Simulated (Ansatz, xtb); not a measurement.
## Two isomers of C4H4BFSe

Structure X: `Bc1[se]ccc1F`, a singlet. Structure Y: `Bc1cc(F)c[se]1`, a singlet. Both are isolated molecules in the gas phase, relaxed with B3LYP-D3(BJ)/def2-SVP; the shapes shown needn't be the lowest conformers.

X (Å):

```yaml
atoms:
  - { symbol: C, position_ang: [-0.3959, 0.6291, 0.7303] }
  - { symbol: C, position_ang: [1.0913, 0.6124, -1.4218] }
  - { symbol: C, position_ang: [-0.2459, 0.4109, -1.6660] }
  - { symbol: C, position_ang: [-1.0351, 0.4235, -0.4861] }
  - { symbol: B, position_ang: [-0.9877, 0.6890, 2.1238] }
  - { symbol: F, position_ang: [-2.3501, 0.2412, -0.5674] }
  - { symbol: Se, position_ang: [1.4556, 0.8401, 0.3850] }
  - { symbol: H, position_ang: [-2.1744, 0.5468, 2.2765] }
  - { symbol: H, position_ang: [-0.2775, 0.8782, 3.0807] }
  - { symbol: H, position_ang: [1.8836, 0.6431, -2.1696] }
  - { symbol: H, position_ang: [-0.6766, 0.2555, -2.6560] }
```

Y (Å):

```xyz
11

C    -0.7414    0.9159    0.5004
C     0.5081    0.4105    0.1691
C     0.5977   -0.1741   -1.1171
C    -0.5547   -0.1673   -1.8696
B    -1.1812    1.6006    1.7842
F     1.7416   -0.6997   -1.5654
Se   -1.9416    0.6375   -0.9405
H    -2.3151    1.9889    1.9226
H    -0.3784    1.7537    2.6724
H     1.3621    0.4580    0.8476
H    -0.6599   -0.5734   -2.8745
```

Energies in hartree; the thermal terms are from GFN2-xTB frequencies at re-optimised GFN2-xTB minima (ideal gas, soft modes damped towards free rotors, one conformer each, 298.15 K, 1 atm) and include the zero-point energy:

|  | X | Y |
| --- | --- | --- |
| E, CCSD(T)/def2-SVP | −2678.300638 | −2678.297252 |
| E, MP2/def2-SVP | −2678.230086 | −2678.227069 |
| E, MP2/def2-TZVPP | −2679.079511 | −2679.077660 |
| zero-point energy | 0.066141 | 0.065997 |
| H(298 K) − E | 0.074172 | 0.074041 |
| G(298 K) − E | 0.034286 | 0.034116 |

Question: Correct the CCSD(T) difference for the basis set by the MP2 change, then work out ΔE, ΔE₀, ΔH and ΔG for X → Y in kJ/mol (1 Eh = 2625.50 kJ/mol) and the equilibrium ratio [Y]/[X].

Answer: 1. Differences Y − X: CCSD(T) +0.003386, MP2 in the small set +0.003017, MP2 in the large set +0.001851 Eh.
2. ΔE = +0.003386 + (+0.001851 − (+0.003017)) = +0.002220 Eh = +5.83 kJ/mol.
3. ΔE₀ = ΔE + ΔZPE = +0.002220 + (−0.000144) Eh = +5.45 kJ/mol.
4. ΔH = ΔE + (−0.000131) Eh = +5.48 kJ/mol.
5. ΔG = ΔE + (−0.000170) Eh = +5.38 kJ/mol, so ΔS = (ΔH − ΔG)/T = +0.3 J/(mol K).
6. kT = 0.9442 mEh, so K = [Y]/[X] = exp(−ΔG/kT) = exp(−2.17) ≈ 0.11.

Structure X is favoured at this temperature. An error of 4 kJ/mol in ΔG would change K by a factor of 5. Mirror images and further conformers aren't counted.

As drawn, both hold the same kinds of bond in the same numbers.

Other levels gave ΔE = +3.2 (GFN2-xTB); +14.7 (HF/STO-3G, GFN2-xTB geometries); +10.2 (r2SCAN-D4/def2-SVP, GFN2-xTB geometries); +8.8 (B3LYP-D3(BJ)/def2-SVP); +11.1 (HF/def2-SVP); +7.9 (MP2/def2-SVP); +8.9 (CCSD(T)/def2-SVP) kJ/mol. The correlated steps freeze 15 core orbitals; the filled d shell of Se is correlated, in a basis made for valence electrons. Programs: Ansatz 0.2.0, xtb 6.7.1.

X, with fluorine and boryl on adjacent ring carbons, is modestly preferred over Y, and every level listed gives the same sign. The likely reason is π conjugation. In X a fluorine lone pair can donate through the C=C bond it shares with the boryl-bearing carbon into the empty boron p orbital, a push–pull arrangement. In Y fluorine sits meta-like to the boryl-bearing carbon, so this direct path is lost, although the ring can still donate to boron. The slightly shorter C–B and C–F bonds in X fit this picture, but through-space electrostatics between fluorine and boron may also contribute.

The preference is almost wholly electronic: vibrational and entropic terms nearly cancel, as expected for positional isomers with the same ring and substituents. Its size is less settled than its sign, since the larger basis lowers the MP2 difference from +0.003017 to +0.001851 Eh. The ratio describes thermodynamic balance only; exchange would require fluorine or boryl to migrate, and no barrier for that was computed.
